# Counting atoms and free coordinates in garnet Y$_3$Al$_5$O$_{12}$

## Problem

Yttrium aluminium garnet (YAG) serves as a plasma-resistant ceramic for etch-chamber parts and, doped with Ce, as a phosphor in white LEDs. Its space group $G$ is $Ia\bar3d$ (No. 230).

**Conventions.** Positions $\mathbf x=(x,y,z)$ are fractions of the cubic edge $a$. An operation $(W,\mathbf w)$ maps $\mathbf x\to W\mathbf x+\mathbf w$ and is written as the image triplet. In a product the right-hand factor acts first. The origin lies on an inversion centre on a threefold axis. The translation lattice $T$ is body-centred: a vector belongs to $T$ when its components are all integers or all half-odd integers. The point group $P$, the set of all matrices $W$, is $m\bar3m$, which consists of all signed permutation matrices.

**Generators of $G$** (besides $T$), in the standard setting:

- $A=(-x+\tfrac12,\,-y,\,z+\tfrac12)$
- $B=(-x,\,y+\tfrac12,\,-z+\tfrac12)$
- $C=(z,\,x,\,y)$
- $D=(y+\tfrac34,\,x+\tfrac14,\,-z+\tfrac14)$
- $J=(-x,\,-y,\,-z)$

**Typical values, used as inputs** (this covers every entry of the list):

- Al at $(0,0,0)$, letter a; Y at $(\tfrac18,0,\tfrac14)$, letter c; Al at $(\tfrac38,0,\tfrac14)$, letter d; O at $(-0.031,\,0.051,\,0.150)$, letter h
- $a=12.01$ Å
- molar masses Y 88.906, Al 26.982, O 15.999 g/mol

**Find:** (a) whether $G$ is symmorphic; (b) the site-symmetry group of each atom; (c) the multiplicities, the cell content and the number of free coordinates; (d) the density, the site densities in cm$^{-3}$, and the Ce density for an assumed 1 % substitution on the Y site; (e) the cation–oxygen distances in Å.

## Why the formulas hold

**Site-symmetry group.** $S$ is the set of operations of $G$ that leave a point $\mathbf x_0$ in place. Two operations of $G$ with the same $W$ differ by a pure translation, and the only translation that fixes a point is zero. Each $W$ therefore occurs at most once in $S$, so $S$ is finite and isomorphic to a subgroup of $P$. In practice, $W$ occurs in $S$ exactly when $W\mathbf x_0+\mathbf w-\mathbf x_0\in T$ for a representative $(W,\mathbf w)$. Points whose site groups are conjugate in $G$ form one Wyckoff position.

**Multiplicity.** Treat points that differ by a vector of $T$ as one. The $|P|$ cosets of $T$ in $G$ then act on $\mathbf x_0$, and $|S|$ of them return it to itself, so each image is reached $|S|$ times. There are $|P|/|S|$ images per primitive cell. The conventional cell holds $n_c$ lattice points and has $n_c$ times the volume, so

$$m=n_c\,\frac{|P|}{|S|}.$$

**Free coordinates.** The displaced point $\mathbf x_0+\mathbf u$ stays fixed under $S$ when $W\mathbf u=\mathbf u$ for every $W$ of $S$. The average $\Pi=|S|^{-1}\sum_S W$ obeys $W\Pi=\Pi$, because multiplication by $W$ only reorders the sum. Hence $\Pi^2=\Pi$, and $\Pi$ projects onto the allowed displacements. A projector has eigenvalues 0 and 1, so its trace counts the dimensions it keeps:

$$f=\frac1{|S|}\sum_{S}\operatorname{tr}W .$$

The traces are $3$ for the identity, $-1$ for $2$, $0$ for $3$, $1$ for $4$, and the opposite signs for $\bar1$, $m$, $\bar3$, $\bar4$ respectively.

**Symmorphic groups.** $G$ is symmorphic when some origin makes every $\mathbf w$ a lattice vector. If so, every $(W,\mathbf 0)$ is in $G$ and the origin has $|S|=|P|$. Conversely, if a site has $|S|=|P|$, every $W$ occurs in $S$, and with the origin on that site these operations read $(W,\mathbf 0)$. So $G$ is symmorphic exactly when some site has $|S|=|P|$, that is $m=n_c$.

For garnet, $|P|=2^3\cdot3!=48$ and $n_c=2$, so $m=96/|S|$.

## Solution

### (a) Which operations can fix a point

Products of the generators, each reduced by a vector of $T$, give the operations needed below:

- $AB\to R_x=(x,\,-y,\,-z+\tfrac12)$, a twofold rotation about $[100]$
- $DA\to Q=(-y+\tfrac14,\,-x+\tfrac14,\,-z+\tfrac14)$, twofold about $[1\bar10]$
- $CQC^{-1}=R_-=(-x+\tfrac14,\,-z+\tfrac14,\,-y+\tfrac14)$, twofold about $[01\bar1]$
- $R_xR_-=R_+=(-x+\tfrac14,\,z-\tfrac14,\,y+\tfrac14)$, twofold about $[011]$
- $JB\to M=(x,\,-y+\tfrac12,\,z+\tfrac12)$, with a mirror matrix normal to $y$
- $R_-M\to K=(-x+\tfrac34,\,-z+\tfrac14,\,y+\tfrac14)$, a $\bar4$ about $[100]$ with $K^2=R_x$

An operation has a fixed point only if its translation has no component along the directions that $W$ leaves unchanged. Add an arbitrary $\mathbf t\in T$ and test four cases.

1. *Axial mirror.* For $M$ the in-plane translation is $(t_x,\;\tfrac12+t_z)$. It vanishes only for integer $t_x$ and half-odd $t_z$, which $T$ forbids. The plane is always a glide.
2. *Diagonal mirror.* $JQ=(y-\tfrac14,\,x-\tfrac14,\,z-\tfrac14)$ shifts $z$ by $-\tfrac14+t_z\neq0$. This is the $d$ glide.
3. *Fourfold axis.* $JK=(x-\tfrac34,\,z-\tfrac14,\,-y-\tfrac14)$ shifts $x$ by $-\tfrac34+t_x\ne0$. The axis is always a screw.
4. *Crossing twofold axes.* For $R_x$ a pure rotation needs $t_x=0$, so $\mathbf t$ is integer and the axes lie at $y=n/2$. For $A$ it needs $t_z=-\tfrac12$, so $\mathbf t$ is half-odd and the axes along $z$ lie at $y=\tfrac14+n/2$. The two families never meet, which excludes the site group $23$.

Conjugation in $G$ carries these results to every mirror and every fourfold axis. Case 1 alone settles (a): no site group contains all of $P$, so **$Ia\bar3d$ is non-symmorphic**. The four cases give more. The subgroups of $m\bar3m$ with no mirror, no rotation $4$ and no subgroup $23$ are $1,\bar1,2,3,222,\bar4,32,\bar3$. Hence $|S|\le6$ everywhere, and no orbit has fewer than $96/6=16$ points per cell.

### (b) Site groups

**Al at $(0,0,0)$.** $C$ and $J$ have no translation part and generate $\bar3$, of order 6. This is the ceiling, so $S=\bar3$.

**Y at $(\tfrac18,0,\tfrac14)$.** Substitution shows that $R_x$, $R_+$ and $R_-$ return the point. With the identity they form $222$. The order of $S$ is a multiple of 4 and at most 6, so $S=222$.

**Al at $(\tfrac38,0,\tfrac14)$.** $K$ gives $(-\tfrac38+\tfrac34,\,-\tfrac14+\tfrac14,\,0+\tfrac14)$, the same point. $K$ generates $\bar4$, of order 4, and the same argument gives $S=\bar4$.

**O at $(-0.031,0.051,0.150)$.** All translation parts in $G$ are multiples of $\tfrac14$. Any $W$ other than the identity has a row that exchanges coordinates or reverses a sign, so a fixed point needs some $2x_i$ or $x_i\pm x_j$ to be a multiple of 0.25. The magnitudes are 0.062, 0.102, 0.300 for the doubles, 0.020, 0.119, 0.201 for the sums and 0.082, 0.181, 0.099 for the differences. None qualifies, so $S=1$.

### (c) Multiplicities and free coordinates

| Atom | $S$ | order of $S$ | $m$ | $\sum\operatorname{tr}W$ | $f$ |
|---|---|---|---|---|---|
| Al (a) | $\bar3$ | 6 | 16 | $3+0+0-3+0+0$ | 0 |
| Y (c) | $222$ | 4 | 24 | $3-1-1-1$ | 0 |
| Al (d) | $\bar4$ | 4 | 24 | $3-1-1-1$ | 0 |
| O (h) | $1$ | 1 | 96 | $3$ | 3 |

These are the labels 16a, 24c, 24d, 96h. In the $\bar4$ row the three entries $-1$ belong to $K$, $K^2$ and $K^3$.

The conventional cell holds 24 Y, $16+24=40$ Al and 96 O, together 160 atoms. The ratio $24:40:96$ is $8\times(3:5:12)$, so there are $Z=8$ formula units. The primitive cell holds 80 atoms with 240 coordinates. Symmetry leaves only **three** of them free, the oxygen $x,y,z$. With $a$, four numbers fix the geometry. In a group with a polar direction the origin can slide along it and one coordinate per such direction would be subtracted. $Ia\bar3d$ contains the inversion and has none.

Two consequences are practical. The force on an atom is invariant under its $S$, so it lies in the space onto which $\Pi$ projects. In a relaxation that keeps the symmetry, the forces on all cations vanish identically and only oxygen moves. Second, the number of totally symmetric zone-centre vibrations is $|P|^{-1}\sum_W N(W)\operatorname{tr}W$, with $N(W)$ the number of atoms per primitive cell that the operation returns to themselves modulo $T$. Summing atom by atom, an orbit contributes $(|P|/|S|)\cdot|S|f$, so the count is $\sum f$. Garnet has three $A_{1g}$ Raman-active modes, and the cations are at rest in them.

A position with a free coordinate shows how $m$ and $f$ trade. On the line $(x,0,\tfrac14)$ a generic point has $S=\{1,R_x\}$, so $m=96/2=48$ and $f=(3-1)/2=1$. At $x=\tfrac18$ and $x=\tfrac38$ the site group doubles, images merge in pairs, and the line passes through 24c and 24d.

### (d) Densities

The cell volume is $V=(12.01\ \text{Å})^3=1732$ Å$^3=1.732\times10^{-21}$ cm$^3$. Rounding of $a$ in its last digit leaves about 0.1 % in $V$, so results carry three figures. The molar mass is

$$M_f=3(88.906)+5(26.982)+12(15.999)=593.62\ \text{g/mol},$$

and the model's density, for full occupancy and no pores, is

$$\rho=\frac{ZM_f}{N_AV}=\frac{8\times593.62\ \text{g/mol}}{6.022\times10^{23}\ \text{mol}^{-1}\times1.732\times10^{-21}\ \text{cm}^3}=4.55\ \text{g/cm}^3 .$$

The site density is $m/V$:

| Position | $m/V$ (cm$^{-3}$) |
|---|---|
| 16a | $9.24\times10^{21}$ |
| 24c, 24d (each) | $1.39\times10^{22}$ |
| 96h | $5.54\times10^{22}$ |
| all atoms | $9.24\times10^{22}$ |

Ce on 1 % of the 24c sites means 0.24 Ce per conventional cell, or $1.39\times10^{20}$ cm$^{-3}$ in the model. A percentage must always name its site: the same Ce content is $0.24/160=0.15$ % of all atoms.

### (e) Bond lengths from three numbers

The distance is $d=a|\Delta|$, with $\Delta$ the fractional vector from cation to oxygen. The cations near the given O follow from the operations. $M$ followed by the shift $-(\tfrac12,\tfrac12,\tfrac12)$ sends the d site to $(-\tfrac18,0,\tfrac14)$, and $J$ followed by $C$ sends that point to $(-\tfrac14,\tfrac18,0)$. $C^2$ sends the c site to $(0,\tfrac14,\tfrac18)$.

| Cation | Position | $\Delta$ | length of $\Delta$ | $d$ (Å) |
|---|---|---|---|---|
| Al (d) | $(-\tfrac18,0,\tfrac14)$ | $(0.094,\,0.051,\,-0.100)$ | 0.1464 | 1.76 |
| Al (a) | $(0,0,0)$ | $(-0.031,\,0.051,\,0.150)$ | 0.1614 | 1.94 |
| Y (c) | $(\tfrac18,0,\tfrac14)$ | $(-0.156,\,0.051,\,-0.100)$ | 0.1922 | 2.31 |
| Y (c) | $(0,\tfrac14,\tfrac18)$ | $(-0.031,\,-0.199,\,0.025)$ | 0.2029 | 2.44 |
| Al (d), next cation | $(-\tfrac14,\tfrac18,0)$ | $(0.219,\,-0.074,\,0.150)$ | 0.2756 | 3.31 |

Rounding an oxygen coordinate by 0.0005 moves the atom by 0.006 Å, and by 0.010 Å if all three are off at once, so the last digit of $d$ is uncertain by about one unit. The gap after the fourth row makes oxygen four-coordinated.

The multiplicities now give the cation coordination. Each of the first four rows stands for 96 equivalent bonds per cell. Al (a) receives $96/16=6$ equal bonds and Al (d) $96/24=4$. Y receives two sets of $96/24=4$, which makes eight. In each case the set has $|S|$ members, because it is the orbit of a general point under the cation's site group. The model's four bond lengths, 1.76, 1.94, 2.31 and 2.44 Å, depend on only four parameters, $a,x,y,z$.

## The same count for fab materials

With their typical structures as inputs, three familiar crystals give:

| Crystal | $G$ | $n_c$ | order of $P$ | $S$ (order) | $m$ | $f$ |
|---|---|---|---|---|---|---|
| Cu | $Fm\bar3m$ | 4 | 48 | $m\bar3m$ (48) | 4 | 0 |
| Si | $Fd\bar3m$ | 4 | 48 | $\bar43m$ (24) | 8 | 0 |
| monoclinic HfO$_2$ | $P2_1/c$ | 1 | 4 | $1$ (1) | 4 | 3 |

Copper has $|S|=|P|$, so its group is symmorphic, and $f=0$ because $W$ and $-W$ cancel in the trace sum. For Si the classes $1$, $3$, $2$, $\bar4$, $m$ with 1, 8, 3, 6, 6 members give $3+0-3-6+6=0$. Its group is non-symmorphic: with the origin on an atom, the mirror matrix normal to $z$ carries the in-plane translation $(\tfrac14,\tfrac14)$, which no face-centring vector cancels. With a typical $a=5.431$ Å, $a^3=160.2$ Å$^3$ and the model's site density is $8/a^3=4.99\times10^{22}$ cm$^{-3}$. In $P2_1/c$ the twofold matrix always carries half a translation along its axis, so this group is non-symmorphic too. Hf and two inequivalent O each fill a general orbit, which gives 12 atoms and 9 free coordinates per cell, three times as many free coordinates as the 160-atom garnet cell.